**How much theory does the hyperfine constant of a 3d electron need?**

Three sizes set the scale. One bohr⁻³ of $\langle r^{-3}\rangle$ is worth about 153 MHz of hyperfine constant per unit nuclear $g$ factor for 3d$_{3/2}$ and 65 MHz for 3d$_{5/2}$. Between Cr and Tl, $\langle r^{-3}\rangle$ of the 3d orbital grows 260-fold as the shell sinks from the valence region into the deep core. The parameter of relativity, $(Z\alpha)^2$, is 0.03 at Cr, 0.17 at Ba and 0.35 at Tl.

Neutral spherical atoms, B-spline radial atomic code 1, radial basis limit: Dirac-Coulomb Hartree-Fock averaged over the nl configuration, with a Fermi nucleus. The column <r⁻³> is from non-relativistic Hartree-Fock averaged over the configuration, with a point nucleus. A/g_I is the magnetic hyperfine constant of one electron over g_I = μ/(I μ_N), for open and closed shells alike.

| species | Z | configuration | A(3d3/2)/g_I (MHz) | A(3d5/2)/g_I (MHz) | A(3d3/2)/A(3d5/2) | <r⁻³>(3d), non-rel. (bohr⁻³) | small weight (3d3/2) |
| --- | --- | --- | --- | --- | --- | --- | --- |
| Cr | 24 | [Ar] 3d5 4s1 | 431.3 | 182.5 | 2.363 | 2.839 | 0.000127 |
| Zn | 30 | [Ar] 3d10 4s2 | 1448 | 608.1 | 2.381 | 9.450 | 0.000298 |
| Kr | 36 | [Ar] 3d10 4s2 4p6 | 4111 | 1724 | 2.385 | 26.69 | 0.000635 |
| Ru | 44 | [Kr] 4d7 5s1 | 10670 | 4436 | 2.405 | 68.56 | 0.00124 |
| Sn | 50 | [Kr] 4d10 5s2 5p2 | 18510 | 7632 | 2.425 | 117.8 | 0.00181 |
| Ba | 56 | [Xe] 6s2 | 29500 | 12050 | 2.448 | 185.8 | 0.00248 |
| Sm | 62 | [Xe] 4f6 6s2 | 44430 | 17950 | 2.475 | 276.3 | 0.00326 |
| Tm | 69 | [Xe] 4f13 6s2 | 67600 | 26920 | 2.511 | 413.2 | 0.00431 |
| Re | 75 | [Xe] 4f14 5d5 6s2 | 93180 | 36580 | 2.547 | 560.2 | 0.00531 |
| Tl | 81 | [Xe] 4f14 5d10 6s2 6p1 | 125000 | 48330 | 2.586 | 738.1 | 0.00643 |

$A/g_I$ is the magnetic hyperfine constant of one electron in 3d$_{3/2}$ or 3d$_{5/2}$ divided by the nuclear $g$ factor, $\langle r^{-3}\rangle$ is the non-relativistic radial average, and the small weight is the share of the norm in the small Dirac component. From Zn on the 3d shell is closed and gives no net field, so these are properties of an orbital. All errors below are relative to the Dirac Hartree-Fock values, and the four figures of the table resolve them to 0.02 to 0.07 %; the row-by-row errors stand in the printed output after the text.

**(a)** Obtain the non-relativistic formula for $A$ from the Dirac one. How well does it serve for Zn, Ba and Tl, with the Hartree-Fock $\langle r^{-3}\rangle$ (level L2) or a screened hydrogenic one (level L1)?

**Solution.** The nuclear dipole couples the large component $P$ to the small component $Q$, so that $A\propto \frac{\kappa}{j(j+1)}\int PQ\,r^{-2}dr$, with $\kappa=+2$ for d$_{3/2}$ and $-3$ for d$_{5/2}$. In atomic units the Dirac equation gives, up to a sign convention,

$$Q=\frac{f}{2c}\left(P'+\frac{\kappa P}{r}\right),\qquad f=\frac{1}{1+(\varepsilon-V)/2c^2},$$

with $\varepsilon$ the orbital energy and $V$ the potential. For $f=1$, integration by parts turns $\int PP'r^{-2}dr$ into $\int P^2r^{-3}dr$, so the integral is $(\kappa+1)\langle r^{-3}\rangle/2c$. Since $\kappa(\kappa+1)=l(l+1)=6$ for both levels,

$$\frac{A}{g_I}=C\,\frac{l(l+1)}{j(j+1)}\langle r^{-3}\rangle,\qquad C=\frac{\mu_0}{4\pi}\frac{2\mu_B\mu_N}{h a_0^3}=95.411\ \text{MHz bohr}^3 .$$

The angular factors are $8/5$ and $24/35$, which give 152.66 and 65.424 MHz bohr³ and a ratio of $7/3=2.333$ whatever the radial function.

For Tl, $65.424\times738.1=48\,290$ MHz against 48 330, an error hardly above the rounding, while $152.66\times738.1=112\,700$ MHz is 9.9 % below 125 000. The formula has no fitted constant. The two $j$ behave differently all along the series. For 3d$_{5/2}$ L2 is within 2 % in every row, too high from Cr (1.8 %) to Re. For 3d$_{3/2}$ it is 0.5 % high in Cr, 0.4 % low in Zn, and then falls behind steadily, by 3.9 % at Ba.

A hydrogenic 3d orbital has $\langle r^{-3}\rangle=Z_{\rm eff}^3/[n^3l(l+\frac12)(l+1)]=Z_{\rm eff}^3/405$. Inverting this row by row gives a screening $\sigma=Z-Z_{\rm eff}$ between 13.5 and 14.4. The ten electrons with $n\le2$ lie largely inside the 3d orbital, and the $n=3$ electrons screen only in part because they share its region: in the Kr calculation 3d peaks at 0.41 bohr, 3s at 0.47. Outer shells hardly matter, which is why filling 4d, 4f and 5d leaves $\sigma$ almost unchanged; the program's freedom to rotate closed d shells among themselves, from Sn on, leaves no visible jump either. One constant fitted to all ten rows is $\sigma=13.8$. An error $\delta\sigma$ becomes $3\,\delta\sigma/Z_{\rm eff}$ in $A$. Zn, with $\sigma=14.36$, is the worst case: $3\times(14.36-13.79)/15.6=0.11$, and L1 misses its constants by 11 and 13 % although the row was in the fit. From Kr on, L1 and L2 differ by no more than 1.6 %, and the larger errors that remain in the heavy rows, those of 3d$_{3/2}$, are relativity.

**(b)** The ratio exceeds $7/3$ by 1.3 % in Cr and 10.8 % in Tl. Why does relativity act mostly on 3d$_{3/2}$ in the heavier rows, and can L2 be repaired without a Dirac calculation of $A$?

**Solution.** Near the nucleus $P\sim r^3$, so $P'+\kappa P/r\sim(3+\kappa)r^2$. For $\kappa=+2$ the small component starts as $5r^2$, like a p function; for $\kappa=-3$ the leading term vanishes and it is f-like. The 3d$_{3/2}$ spinor therefore reaches the region where the electron is fast, and spin-orbit coupling pulls it further in while pushing 3d$_{5/2}$ out. The rule carries over to other shells: the $j=l-\frac12$ level takes most of the direct relativistic correction, the more so the lower $l$. In the Ba calculation the 3p constants stand as $416\,211/60\,826=6.84$ against a non-relativistic 5, an excess of 37 % where 3d has 5 %. The total correction to L2 need not follow this rule: in Cr, Zn and Kr it is larger for 3d$_{5/2}$, where an indirect effect, discussed below, probably outweighs the direct one.

For a one-electron ion the factor multiplying the non-relativistic $A$ is known exactly. With $\gamma=\sqrt{\kappa^2-(Z\alpha)^2}$,

$$F_{5/2}=\frac{15}{\gamma(2\gamma-1)},\qquad F_{3/2}=\frac{270\,(4\gamma+4-N)}{N^4\gamma(4\gamma^2-1)},\quad N^2=5+2\gamma ,$$

or $1+0.122(Z\alpha)^2$ and $1+0.401(Z\alpha)^2$ at small $Z$. For Tl, $(81/137.04)^2=0.3494$. Then $\gamma=2.9412$ and $F_{5/2}=15/(2.9412\times4.8824)=1.0446$. For the other level $\gamma=1.9107$, $N^2=8.821$, $N=2.970$, and $F_{3/2}=270\times8.673/(77.82\times1.9107\times13.60)=1.158$. The quotient is 1.108, and $7/3$ times it is 2.586, the tabulated ratio. Nothing is fitted. With the bare nuclear charge the ratio is reproduced to within one unit of the last digit from Ba to Tl and falls short in the lighter rows, by 0.002 at Sn and 0.016 at Zn. The screened charge of part (a) gives only 2.500 for Tl, and the Casimir factor, the high-$n$ limit of $F$, gives 2.535.

This success is shown by the numbers but not derived. It would be wrong to conclude that the 3d electron feels the bare nucleus. In the non-relativistic Tm calculation the 3d spin-orbit constant is 143 095 cm⁻¹, while $\frac12\alpha^2\langle r^{-3}\rangle=2.66\times10^{-5}\times413.2=0.0110$ hartree, or about 2400 cm⁻¹ per unit charge; the charge seen is about 59, not 69. A plausible guess is that a weaker perturbation is offset by an orbital that is more loosely bound than a hydrogenic one and deforms more easily. The same guess covers Cr and Zn, whose excess of 1.27 and 2.04 % lies above the 0.94 and 1.47 % of a power law (exponent 1.98) fitted to the rows Kr to Tl alone, and whose 3d is a valence shell (Cr) or lies just beneath one (Zn). It is supported in one atom: the 4d ratio in Ba is $4785/1946=2.46$, above the 3d value, although the hydrogenic formula has it slightly lower for $n=4$.

Applied to each constant separately (L3), the factors overshoot, and in the heavy rows equally: 3.0 % for both $j$ in Ba, 4.4 % in Tl. A hydrogenic factor exceeds 1, yet the Dirac 3d$_{5/2}$ constant lies below L2 from Cr to Re, so something that a one-electron ion lacks is at work. The standard cause is the indirect relativistic effect: s and p shells contract, screen the nucleus better and let the d shell expand, about equally for both $j$. The bare charge may also overstate the direct effect, and these data cannot separate the two. Either way, the accuracy of L2 for 3d$_{5/2}$ in the heavy rows is a cancellation between a small direct increase and this decrease.

A working repair (L3b) takes 3d$_{5/2}$ from L2 and multiplies L2 for 3d$_{3/2}$ by $F_{3/2}/F_{5/2}$. For Tl, $112\,700\times1.108=124\,900$ MHz, 0.1 % low. For 3d$_{3/2}$ its worst row is Cr, 1.4 % high, and in Cr, Zn and Kr it is worse than uncorrected L2.

Two shortcuts fail. Inserting the Dirac $\langle r^{-3}\rangle$ in the non-relativistic formula (L4, checked for Kr and Ba) overshoots Ba 3d$_{3/2}$ by 4.9 %, more than L2 undershoots it, and gives a ratio of 2.545 for 2.448. That average counts $Q^2/r^3$, which is largest for the p-like small component and has no place in $A$, and it omits $f<1$ near the nucleus. The small weight is no gauge either. It follows $(Z_{\rm eff}\alpha)^2/36$, a measure of the mean speed (0.66 % against 0.64 % in Tl, poorer in Cr), while the excess of the ratio is 17 times the weight in Tl and 100 times in Cr, because $A$ samples the inner part of the orbital.

**(c)** Which level should be chosen for 10 %, 2 % and better than 1 %, at what cost, and when is none sufficient?

**Solution.** For 10 %, L2 serves both $j$ in every row, with Tl 3d$_{3/2}$ at the limit and the error still growing with $Z$. L1, which costs one line of arithmetic once $\sigma$ is known, does as well except for Zn; its weakness lies where $Z_{\rm eff}$ is small.

For 2 %, L2 suffices for 3d$_{5/2}$ throughout and for 3d$_{3/2}$ up to Ru (1.9 % low). From Sn on, 3d$_{3/2}$ needs L3b or the Dirac calculation. L3b keeps 3d$_{3/2}$ within 1.4 % in all rows at no extra cost, but it leans on two cancellations established here only for 3d in neutral atoms.

Below 1 %, no cheaper level holds for both $j$ in all rows, and the Dirac integral should be computed. The price is modest by counting: Ba has 18 orbitals in place of 12, each with two components, and 171 orbital pairs in place of 78, a factor of a few. The nuclear model can be ignored for d electrons, which barely reach the nucleus; vacuum polarisation, which also acts only close to the nucleus, shifts Kr 3d by less than $10^{-7}$ eV and 3s by 0.02 eV. The Breit interaction moves the Ba 3d$_{3/2}$ level by 2 eV in some 800, which suggests that it would begin to matter for $A$ somewhere below 1 %.

For a measured splitting none of these levels is enough, since they share what they omit. Cr, the only open 3d shell, is a configuration average, whereas its ground term $^7$S has $L=0$: the orbital and spin-dipolar fields of the five d electrons cancel in the non-relativistic limit, and 431.3 and 182.5 MHz do not predict the splitting. There the 4s contact term and the polarisation of s shells by the unpaired d spins take over. The size to fear is visible in Kr, where one 3s electron has $A/g_I$ some 50 times that of 3d$_{3/2}$, so a spin imbalance of a per cent in a closed s shell competes with the whole d constant. In a light atom with open d shell, effort belongs to core polarisation, correlation and the proper term before the 2 % step from L2 to Dirac.

Output of the analysis:

```
C=95.411 MHz bohr^3; x8/5=152.66; x24/35=65.424; nonrel ratio=2.3333
F-1 per (Z alpha)^2, small Z: 3/2 0.401, 5/2 0.122
growth Cr->Tl: A3/2 x290, A5/2 x265, <r-3> x260
A/<r-3> Cr->Tl: 3/2 151.9->169.4 (+11.5%), 5/2 64.3->65.5 (+1.9%) MHz bohr^3
L1 fitted sigma=13.79; row sigma range 13.52-14.36
error vs Dirac HF, % (lo=3/2, hi=5/2; floor=rounding): ion Zeff sigma floor L1lo L1hi L2lo L2hi L3lo L3hi L3blo
Cr  10.5 13.52 0.05  -6.89  -5.69  +0.49  +1.78  +1.73  +2.16  +1.35
Zn  15.6 14.36 0.04 +10.95 +13.23  -0.37  +1.67  +1.57  +2.27  +0.98
Kr  22.1 13.89 0.05  +0.50  +2.71  -0.89  +1.29  +1.92  +2.15  +1.06
Ru  30.3 13.72 0.05  -2.57  +0.44  -1.91  +1.12  +2.28  +2.41  +1.00
Sn  36.3 13.73 0.07  -3.29  +0.52  -2.85  +0.98  +2.57  +2.65  +0.90
Ba  42.2 13.78 0.07  -3.88  +0.85  -3.85  +0.88  +2.95  +2.98  +0.85
Sm  48.2 13.81 0.05  -4.92  +0.86  -5.07  +0.71  +3.28  +3.29  +0.69
Tm  55.1 13.89 0.03  -6.15  +1.01  -6.69  +0.42  +3.64  +3.63  +0.43
Re  61.0 14.01 0.02  -7.21  +1.29  -8.22  +0.19  +3.98  +4.00  +0.17
Tl  66.9 14.14 0.05  -8.44  +1.49  -9.86  -0.08  +4.37  +4.37  -0.09
worst: L1lo Zn +11.0%; L1hi Zn +13.2%; L2lo Tl -9.9%; L2hi Cr +1.8%; L3lo Tl +4.4%; L3hi Tl +4.4%; L3blo Cr +1.4%
rows off by >1%: L2lo:Ru,Sn,Ba,Sm,Tm,Re,Tl; L2hi:Cr,Zn,Kr,Ru; L3blo:Cr,Kr
rows off by >2%: L2lo:Sn,Ba,Sm,Tm,Re,Tl; L2hi:none; L3blo:none
rows off by >5%: L2lo:Sm,Tm,Re,Tl; L2hi:none; L3blo:none
ion ratio excess% bareZ tab-bare screened Casimir Zneeded-Z small% (Zeff a)^2/36% excess/small
Cr 2.363  1.27 2.3535 +0.0095 2.3371 2.3494  +5.1 0.0127 0.0162 100.1
Zn 2.381  2.04 2.3649 +0.0161 2.3418 2.3585  +6.7 0.0298 0.0362  68.6
Kr 2.385  2.21 2.3791 +0.0059 2.3504 2.3698  +2.2 0.0635 0.0723  34.9
Ru 2.405  3.07 2.4025 +0.0025 2.3655 2.3884  +0.8 0.1240 0.1356  24.8
Sn 2.425  3.93 2.4234 +0.0016 2.3798 2.4051  +0.4 0.1810 0.1946  21.7
Ba 2.448  4.91 2.4475 +0.0005 2.3968 2.4243  +0.1 0.2480 0.2637  19.8
Sm 2.475  6.07 2.4749 +0.0001 2.4168 2.4462  +0.0 0.3260 0.3435  18.6
Tm 2.511  7.61 2.5114 -0.0004 2.4437 2.4753  -0.1 0.4310 0.4492  17.7
Re 2.547  9.16 2.5468 +0.0002 2.4701 2.5035  +0.0 0.5310 0.5503  17.2
Tl 2.586 10.83 2.5863 -0.0003 2.4997 2.5351  -0.0 0.6430 0.6613  16.8
ratio rounding floor 0.0005 (0.021% of 7/3); max |ratio-A_lo/A_hi|=0.0004
rms ratio misfit: bareZ 0.0063, screened 0.0556, Casimir 0.0296
excess~Z^p: all rows p=1.73; Kr-Tl p=1.98; this fit gives Cr 0.94%, Zn 1.47%
ratio slope per unit Z: Cr-Zn 0.0030, Zn-Kr 0.0007, Kr-Ru 0.0025
L4 Kr: A3/2 +1.56%, A5/2 +0.28%, ratio 2.415 vs 2.385; Dirac/nonrel <r-3> +2.47%, -0.99%
size Kr: orbitals 8->12, radial functions 8->24, orbital pairs 36->78
L4 Ba: A3/2 +4.91%, A5/2 +0.93%, ratio 2.545 vs 2.448; Dirac/nonrel <r-3> +9.11%, +0.05%
size Ba: orbitals 12->18, radial functions 12->36, orbital pairs 78->171
```
